## Question: why does a straight line through these pressures miss the equilibrium volume?

I want one bulk modulus for MoS₂, to estimate how much it shrinks under load. These are PBE results with a dispersion correction:

Ansatz 0.2.0, PBE with D3(BJ) dispersion, scalar-relativistic PAW, for MoS₂ (P6₃/mmc) without spin polarisation; plane-wave cutoff 420 eV, 12×12×4 k mesh, Gaussian smearing of 0.02 eV. At each fixed volume, the cell shape and atomic positions were relaxed, with a force tolerance of 0.01 eV/Å. Positive pressure means compression.

```csv
volume (relaxed cell) (Å³/atom),c/a (relaxed cell),shortest distance (relaxed cell) (Å),energy over elements (eV/atom),pressure (GPa)
15.229,3.6625,2.367,-0.874,11.140
15.748,3.6913,2.377,-0.903,7.200
16.268,3.7296,2.386,-0.921,4.090
16.787,3.7785,2.393,-0.930,1.730
17.825,3.9097,2.404,-0.931,-1.180
18.344,3.9912,2.407,-0.926,-1.930
19.036,4.1203,2.409,-0.917,-2.370
```

I drew a least-squares line of pressure against volume through all seven rows. It crosses zero pressure at about 17.8 Å³/atom. Yet the row at 17.825 Å³/atom has a pressure of -1.18 GPa, which means that the crystal is under tension there. Is that run faulty, or is my line the problem?

## Answer

The line is the problem. The pressures fit the energies: between the two smallest volumes the energy changes by 0.029 eV/atom over 0.519 Å³/atom. With 1 eV/Å³ equal to about 160 GPa, that slope is about 9 GPa, close to the mean of the two pressures. The row you question passes the same check: from 17.825 to 18.344 Å³/atom the energy rises by 0.005 eV/atom, which means a tension of about 1.5 GPa, and the two pressures give a mean tension of about 1.6 GPa. What fails is Hooke's law, the assumption that each further bit of compression costs the same extra pressure.

**How the failure shows**

Take the two rows on either side of zero pressure, at 16.787 and 17.825 Å³/atom, and draw the line through them alone. Its slope is

$$\frac{-1.18-1.73}{17.825-16.787}\approx-2.80\ \text{GPa per Å}^3\text{/atom}.$$

Now extend it to the two ends of the table, which had no part in drawing it:

$$P(15.229)\approx1.73+2.80\times1.558\approx6.1\ \text{GPa},$$

$$P(19.036)\approx-1.18-2.80\times1.211\approx-4.6\ \text{GPa}.$$

The calculation gives 11.1 and -2.4 GPa. The compressed crystal resists almost twice as strongly as the line predicts, and the stretched one only about half as strongly. Both predictions are too low, as happens when a straight line is extended beyond two points of an upward-bending curve.

Your line through all seven rows hides the same bend by spreading the error. It is too low at both ends and too high around the minimum, so its zero is pushed towards larger volume. Random scatter would rarely leave such an ordered pattern. The change of sign in the pressure places the true minimum between 16.787 and 17.825 Å³/atom.

**Where the failure sits**

The crystal consists of S-Mo-S layers, with edge $a$ along the layers and edge $c$ across them. Its volume $V$ is proportional to $a^2c$, so a small relative change in volume is twice that of $a$ plus that of $c$. Dividing by the change in pressure gives

$$\frac{1}{B}=2\beta_a+\beta_c,$$

where $B$ is the bulk modulus and each compliance $\beta$ is the relative shortening of an edge per unit of pressure. This is geometry and holds for any such crystal; the information lies in how the two compliances behave.

From the first step of the series to the last, the compliance along $a$ does not even double. The compliance across the layers grows about eighteenfold, and the bulk modulus falls from about 118 to about 12 GPa. Hooke's law is therefore only a rough approximation along the layers, but it fails far more severely across them. The last modulus, and with it the eighteenfold growth, is a rough value, because the pressure changes by only 0.44 GPa in that step while the stresses along and across the layers still differ by about 0.1 GPa.

The shortest distance in the table, the Mo-S bond length $d$, narrows the search further. Each Mo atom sits midway between two sulfur triangles of edge $a$, directly over their centres, so the layer thickness is $2\sqrt{d^2-a^2/3}$. It stays between 3.13 and 3.14 Å throughout. The gap between the sulfur planes of neighbouring layers opens from 2.47 to 3.42 Å, and so accounts for practically all the change in $c$.

**Why the gap behaves this way**

The energies are not split into separate forces, so this step rests on theory. Across the gap, two forces compete. When filled sulfur shells overlap, they repel each other, and this repulsion rises roughly exponentially as the planes approach. Dispersion attracts the layers over a longer range and varies more gently.

Stiffness is the curvature of the energy, and here the two forces work against each other. The repulsion contributes positive curvature, which shrinks quickly as the gap opens. The attraction contributes negative curvature, which cancels a growing part of what remains. Squeezing therefore makes the gap much stiffer, while stretching makes it yield ever more easily. Inside a layer, strong Mo-S bonds carry the load, and their stiffness changes far less over the small strains reached here.

The shares of the volume change show the result. The edge $c$ supplies 91% of it in the most stretched step but only 49% in the most compressed one. As the gap hardens, a growing part of the volume change comes from the layers shrinking along their own plane.

**Is this just ordinary stiffening?**

Most solids harden under pressure, so a bent curve alone does not point to a soft gap. The Birch-Murnaghan equation describes such hardening through the pressure derivative of the modulus, which is about 4 for many solids. Fitted to all seven rows with that value held fixed, it still misses both ends by about 1 GPa. With the derivative free, it settles near 11 and the typical miss shrinks to 0.07 GPa, or about 0.2 GPa for a row left out of the fit.

That good fit describes the curve but does not identify its cause. A free derivative can absorb strong hardening of any origin, so the case for the gap rests on the computed changes in $a$, $c$ and layer thickness within the calculation. The analysis printed below gives them step by step.

**What to use instead**

To estimate the total shrinkage under a load, use the fitted curve with the free derivative, within the range of the table, and compare its volumes at zero pressure and at that load. A modulus taken from the two rows around a working pressure serves a different purpose: if the rows lie close together, it tells you how the crystal responds to a small further change in load there. Near zero pressure the two enclosing rows give 48.5 GPa, an average over a wide step of almost 3 GPa; the fitted curve gives 45.71 GPa at zero pressure itself. Between the two most compressed rows the value is more than twice either number. For another layered crystal, compare the changes in edge $a$, layer thickness and gap before trusting a single modulus. If the gap takes up most of the volume change, expect a straight line to serve only over a narrow range of pressure.

The analysis program printed:

```
Geometry of each row and response over the step from the row above:
     row  a [Å]  c [Å]  layer thickness [Å]  gap between layers [Å]  step modulus [GPa]  compliance along a [%/GPa]  compliance along c [%/GPa]  share of c in volume change [%]
  15.229  3.066  11.23                3.143                    2.47                 n/a                         n/a                         n/a                              n/a
  15.748  3.092  11.41                3.139                   2.567               117.6                      0.2173                      0.4161                            48.92
  16.268  3.115  11.62                3.136                   2.672               95.73                      0.2376                      0.5695                            54.52
  16.787  3.134  11.84                3.132                   2.789               75.15                      0.2596                      0.8115                            60.99
  17.825  3.161  12.36                3.129                    3.05                48.5                      0.2963                       1.469                            71.26
  18.344   3.17  12.65                3.127                   3.198               26.13                      0.3586                       3.109                            81.26
  19.036  3.175  13.08                3.126                   3.415               11.88                      0.3936                       7.629                            90.65
fit of pressure on 7 rows: constant 61.5 +/- 8.4, coefficient of vol -3.454 +/- 0.49; rms 1.44, worst 15.229 -2.24, leave-one-out rms 2.28
fit of pressure on 7 rows: coefficient of (s/vol)**(7/3) - (s/vol)**(5/3) 78.86 +/- 5, s 17.59; rms 0.77, worst 19.036 -1.18, leave-one-out rms 1.23
fit of pressure on 7 rows: coefficient of (s/vol)**(7/3) - (s/vol)**(5/3) 68.56 +/- 0.87, coefficient of ((s/vol)**(7/3) - (s/vol)**(5/3))*((s/vol)**(2/3) - 1) 348.3 +/- 12, s 17.34; rms 0.0696, worst 17.825 0.0925, leave-one-out rms 0.187
Prediction less computed pressure:
     row  straight line [GPa]  derivative 4 [GPa]  free derivative [GPa]
  15.229               -2.238              -1.032                0.06824
  15.748             -0.09052             0.05296               -0.08024
  16.268                1.224              0.7092               -0.05619
  16.787                1.791              0.9641                0.01692
  17.825                1.116              0.4982                0.09248
  18.344              0.07379              -0.101                0.05802
  19.036               -1.876              -1.178               -0.08658
Volume of zero pressure from the straight line [Å³/atom]: 17.81
The same less the value of the fit with free derivative [Å³/atom]: 0.469
Modulus at zero pressure from the fit with free derivative [GPa]: 45.71
Pressure derivative of the modulus from that fit: 10.77
Step modulus, first step over last step: 9.894
Compliance along a, last step over first step: 1.812
Compliance along c, last step over first step: 18.34
```
